## Reading the shell of an ion from the errors of two methods

A triply charged ion near the lanthanides needs 37 to 50 eV to lose another electron. Hartree-Fock (HF) falls short of this ionisation energy (IE) by up to about 5 eV, and the gradient functional PW91 overshoots it by up to about 2.6 eV. Multiplet structure in an open 4f shell is worth about 1 eV, spin-orbit coupling a few tenths of an eV in 4f and about 1 eV in 5p. These scales, with the rise of the IE along the row, help to tell which ion is which.

All-electron PW91 (spherical fractional occupations) and Hartree-Fock (configuration average) runs on free 3+ ions with B-spline radial atomic code 1, using spin-free X2C, a Fermi nucleus and highest spin at the basis limit. Their IEs are differences of self-consistent energies between NIST's ground configurations; the NIST values run between ground levels. Candidates: Sm3+, Gd3+, Er3+, Ba3+, La3+, Ce3+.

```csv
row,IE(PW91) less table (%),IE(Hartree-Fock) less table (%),"Dirac-Fock IE, low j first less nl average (eV)"
A,3.07,-5.45,0.16
B,4.38,-2.54,1.18
C,0.75,-1.89,-0.76
D,2.33,-3.52,-1.87
E,3.96,-8.53,-1.15
F,1.46,-0.14,n/a
```

The error columns are percentages of the semi-empirical NIST value. The last column is the change in the Dirac-Fock IE when the subshell $j=l-1/2$ is filled first, in place of an average over all states of the shell $nl$. The NIST values of rows A to F, which this table leaves out, are 36.906, 41.64, 47, 44.44, 42.42 and 49.95 eV. Dy3+ (4f$^9$) and Tm3+ (4f$^{12}$) serve as known cases.

### The gap between the methods

The gap IE(PW91) − IE(HF) is independent of the reference. For row E it is $42.42\times(3.96+8.53)/100=5.30$ eV. Rows C and F give 1.24 and 0.80 eV, rows A, B and D give 2.6 to 3.1 eV, and Dy3+ and Tm3+ give 5.55 and 5.13 eV.

The three groups are plain in the numbers; their cause is argued from theory. HF omits correlation, so it omits the correlation energy that the departing electron gives up, and its IE is too low. The loss is greater in a compact shell: in the Gd3+ calculation the mean radius is 0.84 bohr for 4f and 1.5 bohr for 5p. It is greatest for electrons of opposite spin, which exchange does not keep apart. Up to f$^7$ the electron removed has no opposite-spin partner in its shell, and from f$^8$ on it has seven. So C and F lose a 5p electron, A, B and D a majority-spin 4f electron, and E a minority-spin one. E is Er3+; interpolation between Dy3+ and Tm3+ gives 5.27 eV for f$^{11}$.

### Sorting within the groups

With spin-orbit constant $\zeta$, the f$_{5/2}$ level lies at $-2\zeta$ and holds six electrons, and f$_{7/2}$ lies at $+3\zeta/2$. The last column should be positive up to f$^6$ and negative from f$^7$. Row A has 0.16 eV, or $\zeta=0.08$ eV, which matches the rough recalled value for a lone f electron in cerium: A is Ce3+. Row B (+1.18 eV) is then Sm3+ and row D (−1.87 eV) is Gd3+, in agreement with the rise of the IE from A through B to D.

Entries B and D are too large for spin-orbit coupling alone, since D would need $\zeta=1.25$ eV against a recalled 0.2 eV or so. Filling by $j$ also changes the electron repulsion: in an f shell, pairs of like $j$ repel less than the shell average and mixed pairs more (in a p shell the order is reversed). Adding this part, from angular coefficients and computed radial integrals with nothing fitted, reproduces all six 4f signs but lies above the column by 0.13 to 0.50 eV, Ce3+ apart.

Between C and F, the step from Ba3+ to La3+ adds a proton and a 5p electron that screens it only partly, so the IE rises: C (47 eV) is Ba3+ and F (49.95 eV) is La3+.

The assignments of A, E and the 5p pair as a pair are sure. B against D is nearly so, with two clues in accord. C against F rests mainly on the screening argument. Both errors are more positive for F, as expected if its parent is a closed shell and only the ion has a level below the average, and the missing last entry of F suits the same reading. From the NIST values only, B and E, 0.78 eV apart, stay ambiguous, as shown below.

The rows with their labels:

```csv
species,Z,electrons,configuration,electron removed from,NIST table (eV),kind of table value,stated uncertainty (eV),IE(PW91) less table (%),IE(Hartree-Fock) less table (%),"Dirac-Fock IE, low j first less nl average (eV)"
Ba3+,56,53,[Kr] 4d10 5s2 5p5,5p,47,semi-empirical,0.3,0.75,-1.89,-0.76
La3+,57,54,[Kr] 4d10 5s2 5p6,5p,49.95,semi-empirical,0.06,1.46,-0.14,n/a
Ce3+,58,55,[Xe] 4f1,4f,36.906,semi-empirical,0.009,3.07,-5.45,0.16
Sm3+,62,59,[Xe] 4f5,4f,41.64,semi-empirical,0.11,4.38,-2.54,1.18
Gd3+,64,61,[Xe] 4f7,4f,44.44,semi-empirical,0.08,2.33,-3.52,-1.87
Dy3+,66,63,[Xe] 4f9,4f,41.23,semi-empirical,0.08,2.07,-11.39,-1.50
Er3+,68,65,[Xe] 4f11,4f,42.42,semi-empirical,0.04,3.96,-8.53,-1.15
Tm3+,69,66,[Xe] 4f12,4f,42.41,semi-empirical,0.04,6.07,-6.03,-0.98
```

### What the errors are made of

The calculations treat a spherical average at highest spin, whereas NIST refers to the lowest level. For f$^1$, f$^6$, f$^7$ and f$^8$ the average is a single term. With $q$ electrons in the open spin set, the Hund term lies below the average by $9E^3$ for $q=2,5$ and $21E^3$ for $q=3,4$, where the Racah parameter follows from the Slater integrals $F^k$:

$$E^3=\tfrac13\left(\frac{5F^2}{225}+\frac{6F^4}{1089}-\frac{91\cdot 25F^6}{184041}\right).$$

For Sm3+, f$^5\to$ f$^4$, the ion gains $21E^3$ and the parent $9E^3$, so the IE changes by $-12E^3$. The PW91 integrals of Gd3+, 14.20, 8.89 and 6.39 eV, give $E^3=(0.316+0.049-0.079)/3=0.095$ eV and a change of −1.14 eV, with no fit. The heavier ions use integrals of Er4+, so these corrections are approximate. The ground level lies a further $\zeta(L+1)/2$ below the term before half filling and $\zeta L/2$ after, to first order, with $L$ the orbital momentum and $\zeta$ recalled. For Gd3+, whose $^8S$ term does not split, this gives about −0.4 eV, so the last column is no additive correction.

With both parts added, the HF errors against NIST settle near −2.0 eV (Ce, Sm, Gd) and −3.7 eV (Dy, Er, Tm), and the spread of the second group falls from 2.1 to 0.6 eV. The apparent improvement of HF from Dy3+ to Tm3+ is largely multiplet structure. The remaining drift, from −3.47 eV (Dy) to −4.03 eV (Tm), runs the other way, as it would if the computed integrals, unscreened by correlation, overstate the term splitting. Orbital relaxation does not make the step: the HF orbital level exceeds the ΔSCF value (the difference of two self-consistent energies) by 4.85 eV in Gd3+ and 5.31 eV in Dy3+. For PW91, whose fractional occupations are not an average over determinants, the corrections are only indicative. They shrink the excess of Sm3+ and Tm3+ but raise that of Dy3+ from 0.9 to 2.1 eV. Of the 2.45 eV step in the mean gap the corrected HF errors supply about 1.7 eV; the rest belongs to PW91, possibly from self-interaction at fractional occupation, which is untested here.

A least-squares fit of the six 4f NIST values to a line in the electron count, a step after f$^7$ and these corrections leaves 0.26 eV rms, worst for Sm3+ (0.48 eV). Exchanging B and E gives 0.60 eV, the next best of 24 orderings; with three constants on six points this is support only.

The HF error of −0.14 % for La3+ does not show accuracy. The $^2P_{3/2}$ level of the 5p$^5$ ion lies $\zeta/2$, of order 1 eV, below the computed average, which would lower both computed values. For Ba3+ the first-order shifts of $^2P_{3/2}$ and $^3P_2$ nearly cancel, but spin-orbit mixing of $^3P_2$ with $^1D_2$ lowers the ion further. This omitted part can be as large as the PW91 excess of 0.35 eV, which itself barely passes the 0.3 eV uncertainty.

The same counting predicts for Yb3+ (f$^{13}\to$ f$^{12}$) a gap near 5 eV and a term correction of $-9E^3$. In the 3d ions the step should fall between d$^5$ and d$^6$, with term corrections wherever d$^2$, d$^3$, d$^7$ or d$^8$ takes part. In 5f ions a larger $\zeta$ and weaker repulsion move the coupling towards filling by $j$, and first-order level shifts become less reliable.
